## Five unnamed sheets of one Fermi surface

A metal conducts because some of its energy bands are only partly filled. In NiIr₃ five bands cross the Fermi level, the energy up to which states are occupied. Each leaves a surface in the space of electron wave vectors that separates filled states from empty ones, and this surface is called a sheet. The table below describes the five sheets without naming them. The candidates are the numbers 1 to 5, where 1 is the lowest of the five bands and 5 the highest. Two questions follow: which letter is which band, and which of the sheets carry most of the current.

Fermi-surface sheets of NiIr₃ (I4/mmm, cell not relaxed), numbered by rising band energy, calculated with Ansatz 0.2.0: scalar-relativistic LDA without spin polarisation, PAW, 420 eV cutoff, 0.05 eV Gaussian smearing, k mesh 14×14×14 for the density and 24×24×24 for levels and slopes. Energies are relative to the Fermi level; the density of states counts both spins. Candidates: 4, 2, 5, 3, 1.

| row | sheet dos (states/eV/cell) | sheet filled share | sheet mean speed (1e5 m/s) | sheet bottom (eV) | sheet top (eV) |
| --- | --- | --- | --- | --- | --- |
| A | 0.986 | 0.197 | 4.858 | -0.546 | 1.183 |
| B | 1.505 | 0.870 | 3.392 | -1.353 | 0.779 |
| C | 0.029 | 0.998 | 5.327 | -2.224 | 0.167 |
| D | 2.480 | 0.453 | 2.900 | -1.008 | 1.192 |
| E | 0.119 | 0.982 | 6.825 | -1.577 | 0.291 |

"Sheet filled share" is the fraction of wave vectors at which the band is occupied. "Sheet bottom" and "sheet top" are the lowest and highest energies of the whole band, measured from the Fermi level. "Sheet dos" is the density of states, the number of states per electronvolt that the sheet offers at the Fermi level. "Sheet mean speed" is the average speed of the electrons in those states.

### What a band number implies

Bands are numbered by energy, separately at every wave vector. Band 2 therefore never lies below band 1, although it may touch it. Wherever band 2 is filled, band 1 must be filled as well, so the filled share can only fall as the number rises. By the same argument the bottom and the top of the bands can only rise. This is a rule of counting and holds for any material.

The filled share puts the letters in the order C, E, B, D, A. Its narrowest step is the first, where C and E differ by only 0.016. The bottoms give the same order, and they separate this pair widely, at −2.224 and −1.577 eV. The bottoms come closest between E and B, 0.224 eV apart, and there the filled shares differ clearly. Each clue is strong where the other is weakest, so the whole order is sure for the bands as calculated.

The tops alone would have left one pair ambiguous. They place D at 1.192 eV and A at 1.183 eV, which would make D the higher band and contradict the other two columns. These tops were interpolated between calculated points, and the contradiction is smaller than the errors of that procedure. The highest levels actually stored in the calculation are 1.171 eV for D and 1.176 eV for A. They restore the proper order, but by too little to decide the pair without the filled share and the bottom.

Density of states and speed could not have settled the order. C and E have very few states at the Fermi level, which suggests a small sheet. A small sheet, however, can enclose the last empty corner of a nearly full band or the first filled corner of a nearly empty one. The two cases belong at opposite ends of the list, and it takes the filled share or the band edges to tell them apart.

Electron counting shows that the set is complete. Each band holds two electrons per cell, one for each spin, so the five filled shares together amount to 7 electrons. The calculation treats 69 electrons per cell, which leaves 62 for 31 full bands underneath. An odd number of electrons cannot fill such bands in pairs, so a metal is unavoidable here as long as both spins share the same bands. The calculation imposed that condition, and magnetism was not tested.

### The labels

The rows with their labels:

| row | sheet dos (states/eV/cell) | sheet spin | sheet filled share | sheet mean speed (1e5 m/s) | sheet bottom (eV) | sheet top (eV) |
| --- | --- | --- | --- | --- | --- | --- |
| 1 | 0.029 | both | 0.998 | 5.327 | -2.224 | 0.167 |
| 2 | 0.119 | both | 0.982 | 6.825 | -1.577 | 0.291 |
| 3 | 1.505 | both | 0.870 | 3.392 | -1.353 | 0.779 |
| 4 | 2.480 | both | 0.453 | 2.900 | -1.008 | 1.192 |
| 5 | 0.986 | both | 0.197 | 4.858 | -0.546 | 1.183 |

C is sheet 1, E is sheet 2, B is sheet 3, D is sheet 4 and A is sheet 5, as the ordering rule required.

### Why the sheets differ so much in their number of states

The density of states of a sheet depends on its area and its speed. If the Fermi level rises slightly, the sheet moves into the empty region and sweeps up new states. A larger area sweeps up more of them. A high speed means that the energy climbs steeply with wave vector, so the sheet has to move only a short way. The density of states is therefore proportional to area divided by speed.

The area follows largely from the filling. A band that is almost full or almost empty needs only a small surface around the minority region, while a band near half filling usually needs a large one. Sheets 1 and 2 surround small empty pockets and together make up about 5% of the total area. Sheet 4, whose band is 45% filled, has the largest area, about 40% of the total. The rule is rough: sheet 3 has a slightly larger area than sheet 5, although its minority region is smaller.

Sheets 3 and 5 show the effect of speed almost by itself. Their areas differ by only 7%, but electrons on sheet 5 are 1.43 times as fast. Sheet 3 accordingly has about 1.5 times the density of states. Sheet 4 combines the largest area with the lowest speed, and so holds nearly half of all states at the Fermi level.

It would be tempting to explain the speeds by assigning one sheet to nickel and another to iridium. For the three large sheets the calculation does not support this. Sheets 3, 4 and 5 all have about one third nickel and two thirds iridium character, yet their speeds differ widely. The metal atoms are close neighbours, so their d orbitals are expected to mix in these bands. Sheet 5 could be faster because it has more s and p character, or because its d orbitals overlap more strongly. The calculated shares are split only by element and cannot decide between these causes.

### From states to current

An electric field shifts all occupied states through wave-vector space by the same small distance, until scattering stops the shift. The number of electrons displaced at a sheet is then proportional to its area, and each contributes to the current in proportion to its speed. The current weight of a sheet is thus area times speed. Since area is density of states times speed, the same weight can be written as N·v², where N is the density of states and v the mean speed. This assumes that electrons on every sheet travel for the same time between collisions.

With the table's units, N·v² is 0.8 for sheet 1, 5.5 for sheet 2, 17.3 for sheet 3, 20.9 for sheet 4 and 23.3 for sheet 5, which adds up to 67.8. The sum can be turned into the squared plasma frequency, which measures how strongly the electrons of a metal respond to a field. Multiplied by the scattering time and a constant of nature, it gives the conductivity. In energy units and averaged over directions it reads

(ħω)² = 4πe² · ħ² · Σ(N·v²) / (3V)

Here e² is 14.4 eV·Å, ħ times the speed unit of 10⁵ m/s is 0.658 eV·Å, and the cell volume V is 4 × 13.45 = 53.8 Å³. The result is

4π × 14.4 × 0.658² × 67.8 / (3 × 53.8) ≈ 33 eV²

The same calculation gives 32.4 eV² when it evaluates this quantity directly, again averaged over directions. The simple sum, which has no adjustable constant, is about 2% higher. It ought to be somewhat lower, because the square of an average speed is never larger than the average of the squared speeds. The numerical errors of the two routes together must therefore exceed this 2%, and they hide the expected shortfall. The close agreement supports the total, but it does not test how the total is divided among the sheets.

### Which sheets carry the current

On this estimate sheets 3, 4 and 5 carry about nine tenths of the current, with roughly 26, 31 and 34% each. Sheet 4 has two and a half times as many states at the Fermi level as sheet 5, yet no larger weight. Its electrons are slow, and speed enters the weight squared. A high density of states is therefore a poor guide to the current when the speeds differ.

The order among the three large sheets remains open. Speeds vary strongly within each of them, on sheet 4 by nearly a factor of four, and a single average hides this spread. The scattering times are unknown too, and they need not be equal. The result should be read as three sheets sharing the load, and not as a ranking. It also gives no resistivity, which would require the scattering time itself.

Direction matters as well. The directly calculated response is about 2.6 times as strong within the square plane of the crystal as along its long axis. With equal scattering in all directions, a single crystal would conduct better in the plane by that factor. A sample of many randomly oriented grains would show something in between.

### How far the small pockets can be trusted

Sheets 1 and 2 are pockets of missing electrons, and this can be checked by moving the Fermi level while the bands stay fixed. Raised by 0.25 eV, it lies above the top of band 1, and sheet 1 disappears. The empty region enclosed by sheet 2 shrinks to a trace, which is itself doubtful because the highest stored level of its band is only 0.238 eV. Lowered by 0.25 eV, the level cuts deeper into both bands, and both sheets gain states. A pocket of electrons at the bottom of a band would respond in the opposite way.

The pockets are also the least secure part of the picture. The calculation leaves out spin–orbit coupling, which in the 5d shell of iridium typically shifts levels by a few tenths of an electronvolt. That is as much as the height of the pockets, so with the coupling included they could grow, shrink or vanish. The large sheets could change shape too, but bands that reach far above and below the Fermi level are much less likely to lose their crossing altogether.

The speeds carry a further reservation. The cell was not relaxed, and at this level of theory it is under tension, so the crystal would prefer to be smaller. Closer atoms generally overlap more, which widens d bands and tends to raise speeds. The individual values belong to this stretched cell, whereas the ordering rule that identified the sheets does not depend on it.
